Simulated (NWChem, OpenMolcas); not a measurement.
## How basis sets differ on BH (SMILES [BH])

BH: 2 atoms, total charge 0, spin state singlet. As SMILES, `[BH]`. Geometry: the measured bond length.

| atom | x (Å) | y (Å) | z (Å) |
| --- | --- | --- | --- |
| B | 0.0000 | 0.0000 | 0.0000 |
| H | 0.0000 | 0.0000 | 1.2324 |

Each level gives the dipole moment (D). The values are calculated.

```
                           level          kind     program  value (D)  CPU time
                       HF/STO-3G  Hartree–Fock  OpenMolcas       0.96     1.7 s
                        HF/3-21G  Hartree–Fock  OpenMolcas       1.58     1.8 s
                        HF/6-31G  Hartree–Fock  OpenMolcas       1.50     1.5 s
                       UHF/6-31G  Hartree–Fock  OpenMolcas       0.96     2.2 s
HF/6-31G** (spherical functions)  Hartree–Fock  OpenMolcas       1.48     1.5 s
                     HF/def2-SVP  Hartree–Fock      NWChem       1.81    0.91 s
                  HF/def2-TZVPPD  Hartree–Fock      NWChem       1.75     5.1 s
```

The values span 0.96 to 1.81 D. Spin contamination of the reference (⟨S²⟩ at least 0.1 too high) touches UHF/6-31G. Magnitudes only: a small dipole may point the other way at some levels. Sets without polarisation functions give poor dipoles. Without the sets that lack polarisation functions the rows with a basis span only 1.48 to 1.81 D. Times are those of the runs behind each value, whatever else they computed, on shared processors of several kinds: orders of magnitude only.

The dipole of BH depends strongly on how freely the valence shell can adjust. It is a balance between charge drawn towards hydrogen and the opposing moment of the boron lone pair, an sp-hybridised pair pointing away from the bond. The minimal basis, with a single fixed radial shape for each valence orbital, describes that balance poorly and gives only 0.96 D.

Polarisation functions alone do not explain the remaining spread: adding them to 6-31G barely moves the restricted result, from 1.50 to 1.48 D, whereas def2-SVP gives 1.81 D. The difference between these two polarised sets probably lies largely in their valence s and p functions.

The unrestricted solution's match with STO-3G is best read as coincidence. Its broken symmetry probably reflects the near-degeneracy of the lone pair with boron's empty π orbitals, a correlation effect that restricted Hartree–Fock omits. Agreement between larger basis sets would therefore indicate convergence towards the Hartree–Fock limit, not towards the true dipole.
